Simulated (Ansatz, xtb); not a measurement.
**Two isomers of C4H6BNO**

Structure a is `Bc1[nH]ccc1O`, a singlet and structure b is `Bn1ccc(O)c1`, a singlet. Both are isolated molecules in the gas phase, relaxed with PBE0-D3(BJ)/def2-SVP; the shapes shown needn't be the lowest conformers.

a (Å):

```yaml
atoms:
  - { symbol: C, position_ang: [-0.1976, 0.7143, 0.7421] }
  - { symbol: C, position_ang: [-0.1275, 1.2186, -1.4541] }
  - { symbol: C, position_ang: [0.1729, 2.4004, -0.7834] }
  - { symbol: C, position_ang: [0.1290, 2.0853, 0.5854] }
  - { symbol: B, position_ang: [-0.3543, -0.0592, 2.0060] }
  - { symbol: N, position_ang: [-0.3424, 0.2398, -0.5616] }
  - { symbol: O, position_ang: [0.3603, 2.9494, 1.5723] }
  - { symbol: H, position_ang: [-0.6375, -1.2359, 2.0142] }
  - { symbol: H, position_ang: [-0.1920, 0.5106, 3.0686] }
  - { symbol: H, position_ang: [-0.5781, -0.7168, -0.7841] }
  - { symbol: H, position_ang: [-0.1964, 1.0371, -2.5259] }
  - { symbol: H, position_ang: [0.3953, 3.3668, -1.2277] }
  - { symbol: H, position_ang: [0.2649, 2.4723, 2.4087] }
```

b (Å):

```xyz
13

C     0.4803    0.6166   -0.6248
C    -0.2233    1.6802   -1.1017
C    -0.8648    2.2945    0.0303
C    -0.5245    1.5795    1.1465
B     0.8952   -0.4491    1.5915
N     0.3131    0.5311    0.7534
O    -1.6455    3.3821   -0.0907
H     1.5973   -1.2875    1.0843
H     0.6668   -0.4073    2.7744
H     1.1022   -0.1105   -1.1417
H    -0.2986    2.0164   -2.1333
H    -1.9764    3.6347    0.7774
H    -0.7958    1.7110    2.1911
```

Energies in hartree; the thermal terms are from GFN2-xTB frequencies at re-optimised GFN2-xTB minima (ideal gas, soft modes damped towards free rotors, one conformer each, 298.15 K, 1 atm) and include the zero-point energy:

```
                              a           b
E, CCSD(T)/def2-SVP  −309.744156  −309.760495
    E, MP2/def2-SVP  −309.664687  −309.679293
  E, MP2/def2-TZVPP  −310.234186  −310.249134
  zero-point energy     0.095615     0.095771
       H(298 K) − E     0.103017     0.103102
       G(298 K) − E     0.065896     0.066110
```

Question: Correct the CCSD(T) difference for the basis set by the MP2 change, then work out ΔE, ΔE₀, ΔH and ΔG for a → b in kJ/mol (1 Eh = 2625.50 kJ/mol) and the equilibrium ratio [b]/[a].

Answer: 1. Differences b − a: CCSD(T) −0.016339, MP2 in the small set −0.014606, MP2 in the large set −0.014948 Eh.
2. ΔE = −0.016339 + (−0.014948 − (−0.014606)) = −0.016681 Eh = −43.80 kJ/mol.
3. ΔE₀ = ΔE + ΔZPE = −0.016681 + (+0.000156) Eh = −43.39 kJ/mol.
4. ΔH = ΔE + (+0.000085) Eh = −43.57 kJ/mol.
5. ΔG = ΔE + (+0.000214) Eh = −43.23 kJ/mol, so ΔS = (ΔH − ΔG)/T = −1.1 J/(mol K).
6. kT = 0.9442 mEh, so K = [b]/[a] = exp(−ΔG/kT) = exp(+17.44) ≈ 3.8 × 10^7.

Structure b is favoured at this temperature. An error of 4 kJ/mol in ΔG would change K by a factor of 5. Mirror images and further conformers aren't counted.

As drawn, b has 1 B–N, 1 C–H in place of 1 C–B, 1 N–H.

Other levels gave ΔE = −66.5 (GFN2-xTB); −79.5 (HF/STO-3G, GFN2-xTB geometries); −22.8 (r2SCAN-D4/def2-SVP, GFN2-xTB geometries); −25.5 (PBE0-D3(BJ)/def2-SVP); −48.5 (HF/def2-SVP); −38.3 (MP2/def2-SVP); −42.9 (CCSD(T)/def2-SVP) kJ/mol. The correlated steps freeze 7 core orbitals. Programs: Ansatz 0.2.0, xtb 6.7.1.

Moving the boryl group from carbon to nitrogen is clearly downhill, and the preference is almost entirely electronic: zero-point, thermal and entropic terms nearly cancel between two compact hydroxypyrroles. The exchange replaces C–B and N–H bonds with B–N and C–H bonds. The main gain is probably the strong, polar B–N σ bond, helped by nitrogen π donation into boron's empty p orbital. That donation is weaker than in a simple aminoborane, because the same lone pair belongs to the aromatic sextet. Isomer a has compensation of its own, since the electron-rich ring carbon, assisted by the neighbouring hydroxyl group, can also donate to boron.

Every level listed favours b, but both density functionals give a much smaller gap than CCSD(T), possibly because they overstabilise the push–pull conjugation in a. The equilibrium ratio doesn't make b the most stable C4H6BNO isomer, as hydroxypyrroles can also tautomerise to ketones, which were not compared here.
